Dear colleague,

The switching current of your charge detector is a random telegraph signal, and its spectrum follows in closed form from two dwell times and one step height. Here is a model of the device with numbers, solved in full.

**The problem**

A lateral GaAs dot exchanges single electrons with one lead, the other barrier being closed, at zero magnetic field. In state 1 the dot holds an even number $N$ of electrons and a spin-degenerate orbital is empty. In state 2 that orbital holds one electron. A nearby point contact with one spin-degenerate channel carries the current $I_1$ or $I_2$.

Compiled values for bulk GaAs: electron mass $m^*=0.067\,m_e$ (0 K, Vurgaftman 2001) and static dielectric constant $\varepsilon_r=12.87$ (300 K, Rakita 2019).

Assumed device inputs, all illustrative:

- dot radius $R=100$ nm, electron temperature $T=0.200$ K
- energy to add the electron, counted from the Fermi level of the lead, $\epsilon=4.00\times10^{-24}$ J (25 µeV)
- tunnel rate per spin direction $\Gamma=2000\ \mathrm{s^{-1}}$, independent of energy
- detector bias $V=100$ µV, transmissions $D_1=0.51$ and $D_2=0.49$
- white amplifier noise of 100 fA/√Hz, time resolution $t_r=50$ µs, record length 10 s

Find (a) whether a two-state Markov model is justified, (b) the dwell times and occupations, (c) the correlation function of the current, (d) its spectrum and the frequency up to which it stands above the background, and (e) what a fit to the spectrum fixes about the dot.

Conventions: $\delta I=I-\langle I\rangle$, $C(t)=\langle\delta I(t)\,\delta I(0)\rangle$, and the spectrum is one-sided, $S(f)=4\int_0^\infty C(t)\cos(2\pi ft)\,dt$, so that $\int_0^\infty S\,df=C(0)$. A two-sided spectrum is half as large. I treat the inputs as exact and carry unrounded values, so the four or five figures below serve the arithmetic only.

**(a) Two states, no memory**

The thermal energy is $k_BT=2.761\times10^{-24}$ J. A thin conducting disc in a uniform dielectric has $C_d=8\varepsilon_0\varepsilon_rR=91$ aF, which gives the charging energy $E_C=e^2/C_d=2.8\times10^{-22}$ J (1.8 meV). A two-dimensional gas has $m^*/(2\pi\hbar^2)$ orbitals per unit area and energy, so the mean orbital spacing is $\Delta=2\hbar^2/(m^*R^2)=3.6\times10^{-23}$ J (0.23 meV). Both are rough scales. The gates add capacitance, the free surface removes some, the dielectric constant is typically a few per cent lower in the cold, and single spacings scatter about the mean. The margins are wide enough: $E_C/k_BT=1.0\times10^{2}$ excludes other charge states, and $\Delta/k_BT=13$ gives excited orbitals a Boltzmann weight near $2\times10^{-6}$.

The lead forgets a tunnelling event within about $\hbar/k_BT=3.8\times10^{-11}$ s, and $\hbar\Gamma/k_BT=7.6\times10^{-8}$. Golden-rule rates that are constant in time therefore apply, and dwell times are exponentially distributed. State 2 is really two states, spin up and spin down. Both give the same detector current and both have the same exit rate, so they merge into one Markov state whatever the spin-flip rate.

**(b) Rates and occupations**

With $x=\epsilon/k_BT=1.4486$ and $e^x=4.2571$, the occupation of the lead at the level is $n_F=1/(1+e^x)=0.19022$. Either spin may enter, but only the one present can leave:

$$\frac1{\tau_1}=2\Gamma n_F=760.9\ \mathrm{s^{-1}},\qquad \frac1{\tau_2}=\Gamma(1-n_F)=1619.6\ \mathrm{s^{-1}}.$$

Hence $\tau_1=1.3143$ ms, $\tau_2=0.61745$ ms and $\tau_1+\tau_2=1.9317$ ms. The probability $P_2(t)$ of state 2 obeys

$$\frac{dP_2}{dt}=\frac{1-P_2}{\tau_1}-\frac{P_2}{\tau_2}=-\frac{P_2-p_2}{\tau_0},\qquad \frac1{\tau_0}=\frac1{\tau_1}+\frac1{\tau_2},$$

with the stationary values $p_2=\tau_2/(\tau_1+\tau_2)=0.3196$ and $p_1=1-p_2=0.6804$. Their ratio is $p_2/p_1=2e^{-x}$, the Boltzmann factor with the spin degeneracy. The relaxation rate is $1/\tau_0=\Gamma(1+n_F)=2380.4\ \mathrm{s^{-1}}$, so $\tau_0=0.4201$ ms, shorter than either dwell time.

**(c) Correlation function**

Write $I(t)=I_1-\Delta I\,n(t)$, with $n=0$ in state 1 and $n=1$ in state 2. The product $n(t)n(0)$ is non-zero only if the dot is in state 2 at both times. The rate equation with $P_2(0)=1$ gives $P_2(t)=p_2+p_1e^{-t/\tau_0}$, so $\langle n(t)n(0)\rangle=p_2\,(p_2+p_1e^{-t/\tau_0})$. Subtracting $\langle n\rangle^2=p_2^2$, and noting that stationarity makes $C$ even in $t$,

$$C(t)=\Delta I^2\,p_1p_2\,e^{-|t|/\tau_0}=\Delta I^2\frac{\tau_1\tau_2}{(\tau_1+\tau_2)^2}\,e^{-|t|/\tau_0}.$$

With $G_0=2e^2/h=77.48$ µS the currents $G_0D_iV$ are $I_1=3.952$ nA and $I_2=3.797$ nA. The step is $\Delta I=G_0V(D_1-D_2)=154.96$ pA, about 4 per cent of the current, and $\Delta I^2=2.4013\times10^{-20}\ \mathrm{A^2}$. The mean current is $p_1I_1+p_2I_2=3.902$ nA. With $p_1p_2=0.2175$,

$$C(0)=5.222\times10^{-21}\ \mathrm{A^2},\qquad \sqrt{C(0)}=72.3\ \mathrm{pA},$$

and after 1 ms the correlation has fallen to the fraction $0.0925$ of $C(0)$.

**(d) Spectrum**

With $\omega=2\pi f$, the integral $\int_0^\infty e^{-t/\tau_0}\cos\omega t\,dt=\tau_0/(1+\omega^2\tau_0^2)$ gives $S=4\Delta I^2p_1p_2\tau_0/(1+\omega^2\tau_0^2)$. Since $\tau_0=\tau_1\tau_2/(\tau_1+\tau_2)$, one has $p_1p_2=\tau_0/(\tau_1+\tau_2)$, and dividing numerator and denominator by $\tau_0^2$ yields the form Machlup gave in 1954:

$$S(f)=\frac{4\,\Delta I^2}{(\tau_1+\tau_2)\left[(1/\tau_0)^2+(2\pi f)^2\right]}=\frac{S(0)}{1+(f/f_c)^2}.$$

The unit is $\mathrm{A^2}/(\mathrm{s}\cdot\mathrm{s^{-2}})=\mathrm{A^2/Hz}$. The plateau and the corner are

$$S(0)=4C(0)\tau_0=4\,(5.222\times10^{-21}\ \mathrm{A^2})(0.4201\times10^{-3}\ \mathrm{s})=8.775\times10^{-24}\ \mathrm{A^2/Hz},$$

$$f_c=\frac1{2\pi\tau_0}=378.9\ \mathrm{Hz},$$

and $\sqrt{S(0)}=2.96$ pA/√Hz. The area $\tfrac{\pi}{2}f_cS(0)$ equals $C(0)$, and half of it lies below $f_c$.

| $f$ (Hz) | $S(f)$ (A²/Hz) |
|---|---|
| 10 | $8.77\times10^{-24}$ |
| 100 | $8.20\times10^{-24}$ |
| 1000 | $1.10\times10^{-24}$ |
| 3000 | $1.38\times10^{-25}$ |
| 10000 | $1.26\times10^{-26}$ |

The tail has a simple meaning. Jumps occur at the mean rate $\nu=2/(\tau_1+\tau_2)=1035\ \mathrm{s^{-1}}$. The derivative $dI/dt$ is a train of delta pulses of weight $\pm\Delta I$, whose one-sided spectrum at high frequency is $2\nu\,\Delta I^2$. Dividing by $\omega^2$ gives $S\to2\nu\,\Delta I^2/\omega^2$, which is the limit of the formula. The tail thus counts jumps, provided the step is known.

Now the background. For an energy-independent transmission $D$, the thermal and partition noise of the channel is

$$S_{\rm pc}=2G_0\left[2k_BT\,D^2+eV\,D(1-D)\coth\frac{eV}{2k_BT}\right],$$

which reduces to $4k_BTG_0D$ at zero bias and to $2eI(1-D)$ at zero temperature. For $D=0.50$, midway between the two states, $eV=1.60\times10^{-23}$ J, $eV/2k_BT=2.90$ and the hyperbolic cotangent is $1.006$, so $S_{\rm pc}=8.38\times10^{-28}\ \mathrm{A^2/Hz}$. The amplifier gives $1.0\times10^{-26}\ \mathrm{A^2/Hz}$, and the sum is $S_{\rm bg}=1.08\times10^{-26}\ \mathrm{A^2/Hz}$. Both noises have zero mean in either charge state, so they add to $S(f)$ without a cross term. The plateau exceeds the background by the factor $810$. Setting $S(f)=S_{\rm bg}$,

$$f_\times=f_c\sqrt{S(0)/S_{\rm bg}-1}=378.9\ \mathrm{Hz}\times28.4=10.8\ \mathrm{kHz}.$$

This assumes a white floor. In a current amplifier at the end of a long cable, the input voltage noise acting across the cable capacitance adds a term that grows as $f^2$, which lowers the crossing. Measure the floor with the dot tuned far from the transition, and divide out the squared transfer function of your filter before fitting.

**(e) What the fit fixes**

The Lorentzian has two parameters. The corner gives $\tau_0$, and the plateau gives $p_1p_2=S(0)/(4\Delta I^2\tau_0)$ if $\Delta I$ is known from elsewhere. The formula is symmetric in $\tau_1$ and $\tau_2$, so $p_{1,2}=\tfrac12\left[1\pm\sqrt{1-4p_1p_2}\right]$ stays open in the sign. For the dot the second solution is concrete. Exchanging $p_1$ and $p_2$ in $p_2/p_1=2e^{-x}$ requires $2e^{-x'}=\tfrac12e^{x}$, or $x'=2\ln2-x=-0.0623$, that is $\epsilon'=-1.72\times10^{-25}$ J. Then $n_F'=0.5156$, and the same corner needs $\Gamma'=1/[\tau_0(1+n_F')]=1571\ \mathrm{s^{-1}}$. A level almost on the Fermi energy with this smaller tunnel rate gives exactly the same spectrum. The histogram of the current decides. Its skewness is $(p_2-p_1)/\sqrt{p_1p_2}=-0.77$ for our dot, which rests mostly at the higher current, and it has the opposite sign for the mirror case.

A gate sweep decides too, and it tests the degeneracy. In terms of $n_F$, $p_1=(1-n_F)/(1+n_F)$ and $p_2=2n_F/(1+n_F)$, so

$$S(0)=\frac{8\,\Delta I^2}{\Gamma}\,\frac{n_F(1-n_F)}{(1+n_F)^3}.$$

The logarithmic derivative vanishes where $(1-2n_F)(1+n_F)=3n_F(1-n_F)$, that is $n_F^2-4n_F+1=0$, so $n_F=2-\sqrt3=0.268$ and $x=\ln(1+\sqrt3)=1.005$. The peak value is $4\Delta I^2/(3\sqrt3\,\Gamma)=9.24\times10^{-24}\ \mathrm{A^2/Hz}$. The variance peaks elsewhere, at $p_1=p_2$ or $x=\ln2=0.693$, because $\tau_0$ grows from $1/(2\Gamma)$ to $1/\Gamma$ as the level rises through the Fermi energy. A corner frequency that halves across the transition is the mark of the spin factor, as long as $\Gamma$ and $\Delta I$ do not change with the gate.

The same Lorentzian appears in linear response. Modulate the level as $\delta\epsilon\,e^{-i\omega t}$. From $p_2/p_1=2e^{-\epsilon/k_BT}$ follows $dp_2/d\epsilon=-p_1p_2/k_BT$, and the linearised rate equation gives $\delta P_2=-\chi\,\delta\epsilon\,e^{-i\omega t}$ with $\chi(\omega)=(p_1p_2/k_BT)/(1-i\omega\tau_0)$. Then $S=\Delta I^2\,(4k_BT/\omega)\,\mathrm{Im}\,\chi$, the classical fluctuation-dissipation theorem. The Machlup formula needs only constant rates and holds out of equilibrium. This last relation needs detailed balance. With the gate calibrated in energy, the ratio of noise to lock-in response is a thermometer.

**Effects left out, with sizes**

*Finite time resolution.* Averaging white noise over $t_r$ leaves the variance $S_{\rm bg}/(2t_r)$, or $10.4$ pA rms, so the step is $14.9$ standard deviations and the levels are cleanly separated. But the fraction $1-e^{-t_r/\tau}$ of dwells is shorter than $t_r$: $7.8$ per cent in state 2 and $3.7$ per cent in state 1. Each missed dwell joins its two neighbours into one, which lengthens the apparent dwell times by amounts of this order. The 10 s record holds about $5177$ cycles, and the mean of that many exponential variates has a relative statistical spread of $1.4$ per cent. The bias from missed events is the larger, so counted dwell times need a dead-time correction. The spectrum involves no threshold and needs only the linear filter correction.

*Back-action.* The bias energy lies below $\Delta$, so one detector electron cannot excite an orbital of the dot, but it is $5.8\,k_BT$ and exceeds $\epsilon$, so it could assist tunnelling. For a detector limited by its own noise, the two currents are separated by two standard deviations after $t_m=2S_{\rm pc}/\Delta I^2=70$ ns. The level broadening that goes with this measurement is of order $\hbar/t_m=5\times10^{-4}\,k_BT$, which is negligible here. Heating through phonons is not covered by this estimate. It would change the two rates and spoil the thermometer but leave the Lorentzian form intact. Halving $V$ tests it: $f_c$ should stay and $S(0)$ should fall by a factor of four.

*More states.* A magnetic field makes the exit rates depend on spin. The merging in (a) then fails in general, and the spectrum acquires a second relaxation rate.

**Result**

The model's numbers are $C(t)=(72.3\ \mathrm{pA})^2\exp(-|t|/0.420\ \mathrm{ms})$, a plateau of $8.8\times10^{-24}\ \mathrm{A^2/Hz}$, a corner at $379$ Hz and a crossing with the white floor near $11$ kHz. They are not properties of GaAs. I chose the inputs to reproduce what is typical of gated GaAs dots read in real time: a charging energy of one to a few meV, a conductance step of a few per cent and tunnel rates in the kHz range. The tunnel rate depends exponentially on the barrier gate. At fixed $x$ and $\Delta I$, the corner scales as $\Gamma$, the plateau as $1/\Gamma$, and their product, $2C(0)/\pi$, stays fixed.